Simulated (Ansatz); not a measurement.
## Y: the change of pressure and energy above lowest point with volume scale

All results are calculated (Ansatz 0.2.0). Free energy against uniform scaling of the volume at fixed shape and fractions; periodic cell, basis, potentials, k mesh and filling as listed.

The cell before it is scaled or strained (space group P6_3/mmc, No. 194):
```
CELL_PARAMETERS angstrom
3.64740 0.00000 0.00000
-1.82370 3.15870 0.00000
0.00000 0.00000 5.73060
ATOMIC_POSITIONS crystal
Y 0.33333 0.66667 0.25000
Y 0.66667 0.33333 0.75000
```

Settings of every row: functional PBE; dispersion none; potentials PAW; wave cutoff 420 eV; density cutoff 1680 eV; k mesh 9x9x5; k shift 0x0x0; occupations cold; smearing width 0.1 eV; spin none.

Limits: coarse k mesh, up to 40 meV an atom off.

| row | volume scale | V (Å³/atom) | pressure (GPa) | energy above lowest point (meV/atom) |
| --- | --- | --- | --- | --- |
| 1 | 0.88 | 29.05 | 5.75 | 63.7 |
| 2 | 0.92 | 30.37 | 3.48 | 26 |
| 3 | 0.96 | 31.691 | 1.53 | 5.5 |
| 4 | 1 | 33.011 | -0.17 | 0 |
| 5 | 1.04 | 34.332 | ? | ? |
| 6 | 1.08 | 35.652 | -2.91 | 26.5 |
| 7 | 1.12 | 36.973 | -3.98 | 55 |

Question: what pressure and energy above lowest point should row 5 give?

Worked fit of pressure. Take u = (V_r/V)^(2/3) − 1 with V_r = 32.351 Å³ an atom, which is twice the finite (Eulerian) strain; such expansions in the strain, on which the Birch-Murnaghan equation of state is built, carry the rest volume and the bulk modulus. The shown rows have u = 0.07439, 0.04303, 0.01384, -0.01337, -0.06272, -0.08518. Least squares give pressure = 0.645 + 62.03 × u + 89.3 × u² GPa; a straight line predicts inner rows, each left out in turn, worse (root mean square 0.22 against 0.014 GPa). The rows lie off it by 0.00, 0.00, 0.01, 0.00, -0.02, 0.01. The pressure vanishes at u = -0.0106, or V = 32.87 Å³ an atom, and there the bulk modulus at fixed shape and fractions is B = −V dP/dV = (2/3)(1 + u) dP/du = 39.7 GPa. Letting shape and atoms relax would as a rule lower it, by much in layered, chain or molecular crystals. The withheld row has u = -0.03885, so the fit gives 0.645 + 62.03 × (-0.03885) + 89.3 × (-0.03885)² = -1.63 GPa.

The calculation gave -1.65 GPa. The fit lies 0.02 GPa (1.2 % of the value, 0.21 % of the column's range) above it; its largest miss of a shown row is 0.02 GPa.

Worked fit of energy above lowest point. Take u = (V_r/V)^(2/3) − 1 with V_r = 32.351 Å³ an atom, which is twice the finite (Eulerian) strain; such expansions in the strain, on which the Birch-Murnaghan equation of state is built, carry the rest volume and the bulk modulus. The shown rows have u = 0.07439, 0.04303, 0.01384, -0.01337, -0.06272, -0.08518. Least squares give energy above lowest point = 1.03 + 197.1 × u + 9181 × u² − 6751 × u³ meV/atom; a parabola predicts inner rows, each left out in turn, worse (root mean square 1 against 0.093 meV/atom). The rows lie off it by 0.0, 0.0, 0.0, -0.1, 0.1, 0.0. Its lowest point lies at u = -0.0106, or V = 32.87 Å³ an atom, and the curvature there gives the bulk modulus at fixed shape and fractions, B = (4/9)(1 + u)² E″(u)/V = 39.8 GPa. Letting shape and atoms relax would as a rule lower it, by much in layered, chain or molecular crystals. The withheld row has u = -0.03885, so the fit gives 1.03 + 197.1 × (-0.03885) + 9181 × (-0.03885)² − 6751 × (-0.03885)³ = 7.6 meV/atom.

The calculation gave 7.6 meV/atom. The fit meets it to the printed digit.
